## Order structure of IP-EOM-CCSD and ADC(3), and its ring content in the electron gas

### Order counting

Take a canonical Hartree–Fock reference $\Phi_0$ and $\hat H=\hat F+\hat V$, and count orders in $\hat V$. Indices $i,k,m,n$ are occupied spin orbitals and $e,f$ virtual ones. The $(N-1)$-electron determinants fall into classes $\mu=1$ (1h), $2$ (2h1p), $3$ (3h2p). Both methods diagonalise a matrix $\mathbf M$ in classes 1 and 2. Its eigenvalues are $E^{N-1}-E_0=-\omega$, where $\omega$ is the pole of the Green's function. ADC(3) means the non-Dyson scheme. Hartree atomic units are used unless eV is written.

In the biorthogonal coupled-cluster form $M_{IJ}=\langle\Phi_I|e^{-\hat T}\hat He^{\hat T}-E_0|\Phi_J\rangle$. Since $\hat T$ only excites, the element that removes two pairs is the bare one, $M_{13}\sim\langle mn\|ef\rangle$, of first order. In $M_{31}$ the bare term that creates two pairs beside a spectator hole is part of the doubles residual, which the CCSD equations set to zero. What remains begins with the three-body part of $[\hat V,\hat T_2]$, of second order. In ADC the basis is built from the correlated ground state and orthonormalised class by class, $\mathbf M$ is Hermitian, and the block $\mu\nu$ begins at order $|\mu-\nu|$. The leading orders are

$$\text{CC: }\begin{pmatrix}0&1&1\\1&0&1\\2&1&0\end{pmatrix},\qquad \text{ADC: }\begin{pmatrix}0&1&2\\1&0&1\\2&1&0\end{pmatrix}.$$

A main line loses every closed path that starts in class 1 and visits class 3. In CC two such paths are of third order, $M_{13}M_{31}$ ($1+2$) and $M_{13}M_{32}M_{21}$ ($1+1+1$). The missing $\hat T_3$, itself of second order, has no direct term in the occupied–occupied block. It changes $\hat T_1$, $\hat T_2$ and $M_{21}$ at third order and so reaches the main line at fourth. IP-EOM-CCSD is therefore exact through second order and errs at third. In ADC all paths through class 3 start at fourth order. ADC(3) keeps $M_{11}$ through third, $M_{12}$ through second and $M_{22}$ through first order, and each omitted piece also enters at fourth order.

The second-order agreement needs only MP1 doubles, $t_{in}^{ef}=\langle ef\|in\rangle/(\epsilon_i+\epsilon_n-\epsilon_e-\epsilon_f)$. The diagonal element is $M_{ii}=-\epsilon_i-\tfrac12\sum\langle in\|ef\rangle t_{in}^{ef}$, and the path $M_{12}M_{21}$ is taken with bare couplings. For a non-degenerate level this gives

$$\omega=\epsilon_i+\frac12\sum_{nef}\frac{|\langle in\|ef\rangle|^2}{\epsilon_i+\epsilon_n-\epsilon_e-\epsilon_f}+\frac12\sum_{mne}\frac{|\langle ie\|mn\rangle|^2}{\epsilon_i+\epsilon_e-\epsilon_m-\epsilon_n}=\epsilon_i+\Sigma^{(2)}_{ii}(\epsilon_i).$$

The identity holds on shell. The 2p1h part is frozen at $\epsilon_i$, which departs from the frequency-dependent $\Sigma^{(2)}(\omega)$ at fourth order.

### Ring content of one mode

Keep only direct ring terms and treat a particle–hole pair as a boson $b$ of energy $\Delta$:

$$\hat H_b=\Delta\,b^\dagger b+\tfrac v2\,(b+b^\dagger)^2 .$$

The RPA matrices are $A=\Delta+v$ and $B=v$. With $x=v/\Delta$ the RPA frequency is $\Omega=\Delta\sqrt{1+2x}$. The hole scatters from $i$ to $k$ through $g(b+b^\dagger)$, with recoil $\delta=\epsilon_i-\epsilon_k$. To order $g^2$ and all orders in $v$ every scheme gives a 2h1p term $g^2w/(\delta+P)$ with its own weight $w$ and pole $P$.

*Exact ring sum.* The Bogoliubov transformation gives $b+b^\dagger=\sqrt{\Delta/\Omega}\,(\beta+\beta^\dagger)$, so $w=\Delta/\Omega$ and $P=\Omega$. This is the on-shell $G_0W_0$ term.

*IP-EOM-CCSD.* With $\hat T=\tfrac\tau2 b^{\dagger2}$ the transformation sends $b\to b+\tau b^\dagger$ and leaves $b^\dagger$ alone. The doubles equation $B+2A\tau+B\tau^2=0$ has the root $\tau=-(\Omega-\Delta)/(\Omega+\Delta)$, and

$$\bar H_b-E_0=\Omega\,b^\dagger b+\tfrac v2\,b^2,\qquad g(b+b^\dagger)\to g\,[\,b+(1+\tau)b^\dagger\,].$$

The 2h1p pole is $A+B\tau=\Omega$, the full RPA frequency. Only one of the two vertices is dressed, $M_{21}=g(1+\tau)$ against $M_{12}=g$, so $w=1+\tau$. The term $\tfrac v2b^2$ is $M_{13}=v/\sqrt2$. With $M_{32}=\sqrt2\,g(1+\tau)$ and the on-shell denominator $-2\Omega$, the path $M_{13}M_{32}M_{21}$ supplies exactly what is missing:

$$(1+\tau)-(1+\tau)^2\frac{v}{2\Omega}=\frac{1+\tau}{1-\tau}=\frac{\Delta}{\Omega}.$$

The 2p1h channel behaves alike. Let $t$ be the amplitude that creates a boson and promotes the electron $i\to e$, with $d=\epsilon_e-\epsilon_i$. Its equation gives $t=-g(1+\tau)/(d+\Omega)$, and the 1h element contributes $gt$ to $\omega$. In the neutral system the process $i\to e\to i$ shifts the two-boson amplitude. Once electron $i$ is removed that shift is unbalanced and leaves $M_{31}=-\sqrt2\,gt(1+\tau)$. The path $M_{13}M_{31}$ then turns $gt$ into $gt/(1-\tau)$. The two third-order paths thus repair one channel each, and in both channels IP-EOM-CCSD exceeds the ring sum by the same factor, whatever the recoil:

$$R_{\rm EOM}=1-\tau=\frac{2\Omega}{\Omega+\Delta}=1+\frac x2+O(x^2),\qquad 1\le R_{\rm EOM}<2 .$$

The omitted diagrams are time orderings with a backward ring vertex in which the state holds a hole and two pairs.

*ADC(3).* The intermediate state $b^\dagger|\Psi_0\rangle$, normalised, is the one-quantum RPA state, with coupling $g\sqrt{\Delta/\Omega}$ on both sides and energy $\Omega$. Truncation to the orders kept gives $g(1-x/2)$ and $A$, hence $w=(1-x/2)^2$ and $P=\Delta(1+x)$. At zero recoil

$$R_{\rm ADC}=\Big(1-\frac x2\Big)^2\frac{1+2x}{1+x}=1-\frac74x^2+O(x^3).$$

The linear term vanishes for any recoil. The 2p1h channel sits in $M_{11}$ as a plain third-order polynomial, with ratio $(1-2x)(1+2x)=1-4x^2$ at $d=0$.

As $g^2$ counts two orders, a term linear in $x$ is third order and a quadratic one fourth, in accord with the general counting. Beyond leading order the two behave differently. $R_{\rm EOM}$ is bounded because $\tau$ and $\Omega$ are summed to infinite order. $R_{\rm ADC}$ vanishes at $x=2$, crosses unity once by accident on its way up, and grows as $x^2/2$. In the 2h1p channel at zero recoil the two departures from unity first become equal at $x^*=0.32$, and below this value ADC(3) is the closer one.

### The electron gas

In the uniform gas $\hat T_1=0$ and $M_{11}$ is diagonal in $\mathbf k$ by momentum conservation. In the direct-ring model exchange is dropped from the reference, so $\epsilon_k=k^2/2$. For each $\mathbf q$ the pair continuum is collapsed into one mode with response $\chi_0=nq^2/(\omega^2-\Delta_q^2)$, which obeys the $f$-sum rule, and

$$\Delta_q^2=\tfrac13v_F^2q^2+\tfrac14q^4 .$$

The factor $1/3$ is chosen to give Thomas–Fermi screening at $\omega=0$ and small $q$. The vertex $B$ couples $\mathbf q$ to $-\mathbf q$, which leaves the algebra unchanged. Then $v=\omega_p^2/2\Delta_q$, $\Omega_q^2=\omega_p^2+\Delta_q^2$ is the plasmon-pole dispersion of Lundqvist, and $g_q^2=(4\pi/q^2\mathcal V)\,\omega_p^2/2\Delta_q$ in a volume $\mathcal V$.

Put $y=q/k_F$ and measure energies in $E_F$: $D=\sqrt{4y^2/3+y^4}$, $W=\sqrt{\lambda+D^2}$, with

$$\lambda=\frac{\omega_p^2}{E_F^2}=\frac{16}{3\pi k_F}=0.8846\,r_s,\qquad x=\frac{\lambda}{2D^2}.$$

At the band bottom, $k=0$, the recoils are $\delta=-y^2$ for $y<1$ and $d=y^2$ for $y>1$. The on-shell correlation shift is

$$\Sigma_c(0)=\frac{2k_F}{\pi}\left[\int_0^1\!dy\,\frac{xD\,w}{P-y^2}-\int_1^\infty\!dy\,\frac{xD\,w}{P+y^2}\right].$$

The numerator $xDw$ is $\lambda/2W$ for the ring sum and $W-D$ for IP-EOM-CCSD, both with $P=W$. The prefactor equals the magnitude of the exchange self-energy at $k=0$.

The inputs are typical free-electron density parameters, $r_s=2.07$ for Al, $3.93$ for Na and $4.86$ for K. A high-density case is degenerate n-type GaAs with an assumed $n=10^{18}\ \mathrm{cm^{-3}}$ and the typical values $m^*=0.067$ and $\varepsilon=12.9$. These give an effective Bohr radius of 101.9 Å, an effective hartree of 10.96 meV and $r_s=0.61$. The prefactor $2k_F/\pi$ is 21.9 meV, 16.1 eV, 8.46 eV and 6.84 eV in the order of the table. The ratios $R$ are taken at $x(k_F)=3\lambda/14$ and zero recoil. The transfer $q^*$ solves $x=x^*$, that is $y^{*2}=-\tfrac23+\sqrt{\tfrac49+\lambda/2x^*}$. All entries are numbers of the model, and the last column comes from the unrounded integrals.

| system | $r_s$ | $x(k_F)$ | $R_{\rm EOM}$ | $R_{\rm ADC}$ | $q^*/k_F$ | $\Sigma_c^{\rm ring}(0)$ | $\Sigma_c^{\rm EOM}(0)$ | ratio |
|---|---|---|---|---|---|---|---|---|
| n-GaAs | 0.61 | 0.116 | 1.05 | 0.98 | 0.68 | 7.8 meV | 10.8 meV | 1.39 |
| Al | 2.07 | 0.392 | 1.14 | 0.83 | 1.07 | 6.5 eV | 10.0 eV | 1.55 |
| Na | 3.93 | 0.745 | 1.22 | 0.56 | 1.33 | 3.2 eV | 5.4 eV | 1.70 |
| K | 4.86 | 0.921 | 1.26 | 0.43 | 1.42 | 2.5 eV | 4.4 eV | 1.76 |

No integrated ADC(3) value is listed because none exists in the infinite gas. For $y\to0$, $x\to3\lambda/8y^2$. The 2h1p integrand tends to $1/2$ for the ring sum and to $1$ for IP-EOM-CCSD, but to $x=3\lambda/8y^2$ at second order and to $x^2/4=9\lambda^2/256y^4$ in ADC(3). With a smallest transfer $y_0$, as set by a finite cell, the ADC(3) ring term grows as $3\lambda^2/256y_0^3$. At the Fermi surface both channels are open at small $q$, and the divergence survives. There the third-order 2p1h polynomial turns positive at large $x$ and adds to the 2h1p term.

### The trend

The expansion parameter of the ring series is $x=\lambda/2D^2$, which is linear in $r_s$ at fixed $q/k_F$ and unbounded at small $q$. Three features of the table follow.

First, the ranking by formal order holds only for $q>q^*$. At $q=k_F$ in n-GaAs, $x$ lies well below $x^*$. ADC(3) is within 2 per cent of the ring sum and IP-EOM-CCSD is 5 per cent above it, which is the situation of a molecule with a gap large against the pair interaction. In the three metals $q^*>k_F$, so the whole 2h1p channel of the band-bottom hole, $q<k_F$, lies beyond the crossover. From Al to K, $R_{\rm EOM}$ at $k_F$ rises slowly because $\tau$ saturates, while $R_{\rm ADC}$ falls from 0.83 to 0.43 with the squared factor $(1-x/2)^2$.

Second, the integrated ratio exceeds $R_{\rm EOM}(k_F)$ in every row. The 2h1p integral samples small $q$, where $R_{\rm EOM}\to2$. The 2p1h integral samples $q>k_F$, where $R_{\rm EOM}$ is nearer unity, and it is subtracted from numerator and denominator, which raises the quotient further. Both effects grow with $\lambda$.

Third, the ratio does not approach unity at high density. For $\lambda\to0$ set $y=z\sqrt{3\lambda/4}$, so that $D\to\sqrt\lambda\,z$ and $W\to\sqrt{\lambda(1+z^2)}$, while the recoil and the 2p1h part drop out. The two integrals become

$$\int_0^\infty\!\frac{dz}{2(1+z^2)}=\frac\pi4,\qquad\int_0^\infty\!dz\Big(1-\frac{z}{\sqrt{1+z^2}}\Big)=1,$$

each times $\sqrt{3\lambda/4}$, and the ratio tends to $4/\pi=1.27$. The shift then comes from $q$ of the order of the Thomas–Fermi wavevector ($z=1$), where $x=1/2z^2$ is of order one at any density. The third-order omission is thus as singular as the ring terms that are kept, and in a metal it is of leading size in $\Sigma_c(0)$. What does vanish is its size against the Fermi energy. Since $2k_F/\pi=(3\lambda/4)E_F$, the excess $\Sigma_c^{\rm EOM}-\Sigma_c^{\rm ring}$ scales as $r_s^{3/2}E_F$. It amounts to 0.06, 0.30, 0.69 and 0.89 of $E_F$ down the table, or 3.6, 2.2 and 1.9 eV for Al, Na and K.

### Size of what the model leaves out

These excesses measure the imbalance of ring time orderings and are no forecast of a computed bandwidth, because two neglected effects are of comparable size.

The shifts are on shell and of order $g^2$. In IP-EOM-CCSD only the 2h1p part depends on frequency, and the linearised pole equation has the factor

$$Z_{\rm EOM}=\Big[1+\frac{3\lambda}{4}\int_0^1\!dy\,\frac{W-D}{(W-y^2)^2}\Big]^{-1},$$

which is 0.56 for Al and 0.45 for Na. In the ring sum both channels depend on frequency, and the factor is

$$Z_{\rm ring}=\Big[1+\frac{3\lambda}{4}\Big(\int_0^1\!dy\,\frac{\lambda}{2W(W-y^2)^2}+\int_1^\infty\!dy\,\frac{\lambda}{2W(W+y^2)^2}\Big)\Big]^{-1},$$

which is 0.64 for Al and 0.54 for Na. The linearised excess $Z_{\rm EOM}\Sigma_c^{\rm EOM}-Z_{\rm ring}\Sigma_c^{\rm ring}$, from the unrounded integrals, is about 1.5 and 0.7 eV, against 3.6 and 2.2 eV on shell.

Both IP-EOM-CCSD and ADC(3) also contain exchange and ladder terms that the ring sum lacks. The unscreened second-order exchange energy per electron is $\tfrac16\ln2-3\zeta(3)/4\pi^2=0.0242$ hartree, independent of $r_s$. By the Hugenholtz–van Hove theorem it adds the same amount, 0.66 eV, to the chemical potential. That is of the same order as the reduced excess in Na. Closeness to the ring sum therefore ranks the methods within the ring class only and does not rank them against the exact electron gas.

The n-GaAs row stands for a density regime. Its plasmon energy in the model, $\sqrt{3/r_s^3}$ effective hartree or 40 meV, lies near the longitudinal optical phonon, typically about 36 meV. In the crystal the two mix into a pair of modes above and below these energies, which a static $\varepsilon$ cannot describe.